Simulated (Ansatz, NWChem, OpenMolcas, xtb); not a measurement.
# C2H4F2 (1,1-difluoroethane): the HOMO–LUMO gap, rung by rung

C2H4F2: 8 atoms, total charge 0, spin state singlet. SMILES: `CC(F)F`. Geometry: relaxed at PBE0-D4/def2-TZVP.

```tsv
atom	x (Å)	y (Å)	z (Å)
C	0.0033	0.7776	0.0233
C	-0.0520	-0.7182	-0.0082
F	0.9255	-1.2434	0.7791
F	0.1682	-1.1721	-1.2719
H	0.9814	1.1119	-0.3254
H	-0.1572	1.1328	1.0418
H	-0.7710	1.1906	-0.6240
H	-1.0061	-1.1364	0.3295
```

Each level gives the HOMO–LUMO gap (eV). The values are calculated.

| level | kind | program | value (eV) |
| --- | --- | --- | --- |
| GFN0-xTB | semi-empirical | xtb | 7.56 |
| HF/6-311+G** | Hartree–Fock | Ansatz | 16.00 |
| SVWN5/6-311+G** | LDA | OpenMolcas | 7.95 |
| BLYP/6-311+G** | GGA | OpenMolcas | 7.73 |
| TPSS/6-311+G** | meta-GGA | NWChem | 8.10 |
| B3LYP/6-311+G** | global hybrid | OpenMolcas | 9.65 |
| M06-2X/6-311+G** | hybrid meta-GGA | OpenMolcas | 11.85 |
| wB97M-V/6-311+G** | range-separated hybrid | Ansatz | 13.30 |
| B2PLYP/6-311+G** | double hybrid | Ansatz | 12.38 |

The values span 7.56 to 16.00 eV. Orbital gaps aren't excitation energies, and those of double hybrids come from the SCF part alone; they tend to grow with the share of exact exchange.

The three semilocal functionals agree closely, from 7.73 to 8.10 eV, whereas the gap widens to 13.30 eV with wB97M-V and 16.00 eV in Hartree–Fock. The spread reflects how each method treats occupied and empty orbitals. Nonlocal exchange stabilises the occupied levels, but an empty orbital feels the repulsion of all the electrons without the same compensation. In wB97M-V this exchange strengthens with electron separation, so a single global fraction cannot describe its effect on the gap.

A wide gap is chemically reasonable for a saturated molecule with strong σ bonds and no low-lying π* orbital. The lowest empty level is probably diffuse rather than a well-defined C–F σ* orbital, which would make it sensitive to the basis. The closeness of GFN0-xTB to BLYP, at 7.56 and 7.73 eV, therefore doesn't imply that the two describe the same frontier orbitals. Nor do the gaps alone establish whether the molecule can bind an extra electron, since that depends on the energy of the anion relative to the neutral molecule.
